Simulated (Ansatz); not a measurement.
A series in volume per atom on SnO2

All results are calculated (Ansatz 0.2.0). Density functional stress and forces at fixed atoms, pressure and stress positive in compression, spin-unpolarised plane waves.

Cell of the first row (space group P4_2/mnm, No. 136):
```
CELL_PARAMETERS angstrom
4.61780 0.00000 0.00000
0.00000 4.61780 0.00000
0.00000 0.00000 3.10410
ATOMIC_POSITIONS crystal
Sn 0.00000 0.00000 0.00000
Sn 0.50000 0.50000 0.50000
O 0.30411 0.30411 0.00000
O 0.19589 0.80411 0.50000
O 0.80411 0.19589 0.50000
O 0.69589 0.69589 0.00000
```

Settings of every row: periodic directions 3; functional PBE; spin orbit no; potentials PAW; wave cutoff 420 eV; k mesh 6x6x8; smearing width 0.02 eV.

Limits of some rows: small gap without spin-orbit coupling (row 6).

```csv
row,volume per atom (Å³),pressure (GPa)
1,11.032,31.95
2,11.376,22.68
3,11.728,14.65
4,12.087,7.72
5,12.454,?
6,12.827,-3.3
```

Question: what pressure should row 5 give?

Worked fit of pressure. Take u = (V_r/V)^(2/3) − 1 with V_r = 11.728 Å³ an atom, which is twice the finite (Eulerian) strain; such expansions in the strain, on which the Birch-Murnaghan equation of state is built, carry the rest volume and the bulk modulus. The shown rows have u = 0.04163, 0.02052, 0, -0.0199, -0.05797. Least squares give pressure = 14.655 + 370.95 × u + 1058.7 × u² GPa; a straight line predicts inner rows, each left out in turn, worse (root mean square 1.3 against 0.04 GPa). The rows lie off it by 0.02, -0.03, 0.00, 0.03, -0.01. The pressure vanishes at u = -0.0454, or V = 12.57 Å³ an atom, and there the bulk modulus with atoms relaxed is B = −V dP/dV = (2/3)(1 + u) dP/du = 175 GPa. The withheld row has u = -0.03925, so the fit gives 14.655 + 370.95 × (-0.03925) + 1058.7 × (-0.03925)² = 1.73 GPa.

The calculation gave 1.77 GPa. The fit lies 0.04 GPa (2.3 % of the value, 0.11 % of the column's range) below it; its largest miss of a shown row is 0.03 GPa.
